# Iridium under compression: an energy to forecast and a stiffness to judge

## The question

A crystal of face-centred cubic iridium is compressed and stretched equally in all directions, and its energy is calculated at seven sizes. In the table, volume is the space per atom, and energy is counted from the minimum of a curve drawn through the calculated points. One energy is concealed.

JDFTx 1.7.0 (patched build), plane-wave DFT with the PBE functional for fcc iridium, without spin polarisation or spin–orbit coupling. PseudoDojo SR PBE 0.5 standard pseudopotentials, wave cutoff 925 eV, 12×12×12 k mesh, Fermi–Dirac smearing of 0.05 eV. Static lattice scaled uniformly; energies are counted from the minimum of a Birch–Murnaghan fit.

| volume (Å³/atom) | energy (meV/atom) |
| --- | --- |
| 13.22 | 139.30 |
| 13.50 | 79.83 |
| 13.78 | 38.25 |
| 14.06 | ? |
| 14.34 | 1.02 |
| 14.62 | 2.04 |
| 14.90 | 14.22 |

(a) Is iridium equally stiff on the compressed and the stretched side? Give a physical reason.

(b) Forecast the concealed energy, with a range, from a parabola and from a curve that allows the stiffness to change. Use only the six known energies. Equilibrium data from the calculation's own fitted curve may not be used, since that curve may have included the concealed point.

(c) When the value is disclosed, judge both forecasts and say what they imply for the bulk modulus, the resistance to uniform compression.

## Model answer

### (a) Stiffness and its cause

Pressure is the downward slope of energy against volume, and stiffness is the curvature. With $V$ the volume and $E$ the energy per atom, the bulk modulus is $B = V\,\mathrm{d}^2E/\mathrm{d}V^2$. Three neighbouring points are enough for an estimate. The volumes are spaced by two percent of 14.06 Å³, that is by $h = 0.2812$ Å³, and around 13.50 Å³ the second difference of the energies is

$$139.30 - 2\times 79.83 + 38.25 = 17.89\ \text{meV}.$$

Hence

$$B \approx \frac{13.50 \times 0.01789}{0.2812^2}\ \text{eV/Å}^3 = 3.05\ \text{eV/Å}^3 \approx 489\ \text{GPa},$$

since 1 eV/Å³ is 160.2 GPa. The same steps around 14.62 Å³ give 331 GPa. A reduction in volume of about 8 % has made the metal roughly half as stiff again.

The reason lies in two opposing effects of bringing atoms together. Iridium's 5d electrons occupy a band that is only partly filled, so that the bonding levels are filled while part of the antibonding ones stays empty. Closer atoms overlap more, the band widens, and the filled levels sink: this pulls the crystal together. Against it stand the filled inner shells, which resist overlap, and the kinetic energy of electrons confined to less space.

The repulsion has the shorter range, so it changes faster with distance. A sketch with two exponentials shows what follows:

$$E(R) = A\,e^{-pR} - C\,e^{-qR}, \qquad p > q.$$

Here $R$ is the distance between neighbours, $A$ and $C$ are the strengths of repulsion and bonding, and $p$ and $q$ say how fast each fades. At equilibrium the two forces have the same size $F$ and cancel. Their curvatures do not cancel, because each exponential brings its own rate: the net curvature is $(p-q)F$.

One more derivative shows that this curvature changes with distance at the relative rate $-(p+q)$. It therefore rises when the atoms approach and falls when they separate. The stiffness at rest depends on the difference between the two rates, whereas the skew of the curve depends on their sum. This is an argument from standard physics; the table shows the stiffening itself, not its division into bonding and repulsion.

The same reasoning carries over to gold, two places further along the row. Its d band is full, antibonding levels included, so the d electrons contribute much less to the bonding. The balanced forces are therefore expected to be weaker, which fits the well-known fact that gold is much softer, though nothing here was computed for gold. It too stiffens on compression, because its repulsion also has the shorter range.

### (b) The forecast

Two bounds need no formula. The energy is falling as the volume grows through 14.06 Å³, since the minimum lies further out, so the concealed value lies between those of its neighbours. The curve also bends upwards, so the value must lie well below the neighbours' mean of 19.64 meV.

The simplest curve is a parabola in volume, which makes the pressure a linear function of volume. A least-squares fit of its three constants to the six known energies gives about 12.4 meV per atom. The parabola misses each of those six energies by 1.6 to 1.8 meV, however, so an honest range is ±2 meV.

These misses have a physical origin. A parabola has one curvature throughout, and its bulk modulus is that curvature times the volume. It therefore predicts a metal that softens slightly when compressed, the opposite of what part (a) found.

The third-order Birch–Murnaghan curve removes this fault by a better choice of variable and by one more constant. It expands the energy in the Eulerian strain, which depends on volume through $V^{-2/3}$. The kinetic energy of a free-electron gas scales in the same way, which makes the variable a natural one for a compressed metal. Measured from the given volume $V_g = 14.06$ Å³, the curve reads

$$E = c_0 + c_1 z + c_2 z^2 + c_3 z^3, \qquad z = \left(\frac{V_g}{V}\right)^{2/3} - 1.$$

Equal steps in volume are longer steps in $z$ on the compressed side, so even the quadratic term stiffens under pressure. The cubic term then lets the data set the rate of stiffening.

At the given volume $z$ is zero, and the constant $c_0$ is itself the forecast. A least-squares fit of the four constants to the same six energies gives 12.57 meV per atom and reproduces the known values to within their printed digits. The stated range is ±0.05 meV, which leaves room for rounding and for small irregularities between calculations at different volumes. This is the forecast to be judged; the parabola's 12.4 ± 2 meV stands beside it for comparison.

### (c) The disclosed value

The withheld rows as computed:

| volume (Å³/atom) | energy (meV/atom) |
| --- | --- |
| 14.06 | 12.57 |

The calculation gives 12.57 meV per atom. The Birch–Murnaghan forecast agrees to the last printed digit. The parabola is 0.13 meV too low, far inside its range of ±2 meV and more than ten times closer than it came to any energy it was fitted to. Both forecasts are hits.

The two curves nevertheless disagree about the metal. At their minima the Birch–Murnaghan curve gives a bulk modulus of 350 GPa and the parabola 418 GPa, which is 19 % more. The parabola's value understates by about a sixth how far the calculated crystal yields to a small pressure. The successful forecast gave no warning of this.

The explanation begins with the position of the concealed point, which is the exact centre of an evenly spaced scan. The main thing the parabola lacks is a cubic term, which raises the energy on one side of the centre and lowers it equally on the other. In a least-squares fit to points placed in such pairs, these contributions cancel from the height and the curvature at the centre. The parabola is thus nearly right at the one point where it was examined, although it is wrong on either side. Since odd terms drop out, the remaining 0.13 meV has to come from even terms, chiefly the much smaller fourth-order one.

Its curvature is nearly right there too, and this locates the error in the bulk modulus. The centre of the scan is not the equilibrium volume. From the energies of its two neighbours, the crystal at 14.06 Å³ is under a pressure of about 10.6 GPa, whereas the minimum lies at 14.46 Å³. The parabola has measured the stiffness of compressed iridium and reported it as that of iridium at rest.

A short calculation supports this reading. The Birch–Murnaghan fit gives a bulk modulus that rises by 5.04 GPa for each GPa of pressure, so at the centre it should be about

$$350 + 5.04 \times 10.6 \approx 403\ \text{GPa}.$$

The parabola's bulk modulus is proportional to volume, so its value at the centre is

$$418 \times \frac{14.06}{14.46} \approx 406\ \text{GPa}.$$

The two agree to about one percent. Most of the disagreement at equilibrium therefore comes from carrying a stiffness found under pressure to a volume where the pressure is zero.

## Remarks on the reasoning

**A hit is worth what the point can test.** An answer that accepts the parabola because its forecast came true earns little credit. At the centre of an even scan, a curve with the right skew and one with none give almost the same energy. The evidence against the parabola was already present in the six known rows, where its misses change sign in a regular pattern instead of scattering. A concealed point at the end of the scan would have been a harder test.

**The equilibrium volume is an equally poor judge.** Both curves place the minimum at 14.46 Å³. The parabola arrives there because two errors compensate: its slope at the centre is too steep, and its curvature fails to decrease on the way to the minimum. Agreement on the volume is thus no assurance of agreement on the stiffness.

**The centre of the scan matters as much as the formula.** Anyone who needs only the bulk modulus at rest can shift the volumes so that they lie evenly about the minimum. The cubic term would then cancel from the curvature at the right place, and even a parabola should come much closer. The cubic term would still tilt the parabola's slope, however, so its minimum is then expected to lie at too large a volume: the agreement on the volume found here depends on the placement of this scan. With a lopsided scan such as this one, the curve has to describe the stiffening explicitly.

**The pressure slope is less secure than the volume.** It rests on the third derivative of the energy, so another standard form of curve is expected to shift it while leaving the volume almost unchanged. Part (a) offers a check that needs no fitted curve: between its two end regions, the bulk modulus rises by about 4.9 GPa for each GPa of pressure. That is close to the fitted 5.04, though it is an average over the scan and not the value at the minimum.

**The pressure belongs to the calculation.** The 10.6 GPa is counted from the minimum that the PBE functional gives without spin–orbit coupling, for a lattice without thermal or zero-point motion. PBE tends to make the heavy transition metals slightly too large. A real iridium crystal with 14.06 Å³ per atom need not be under anything like that pressure. The successful forecast shows that the calculated energies follow a smooth curve; how well PBE describes iridium is a separate question.
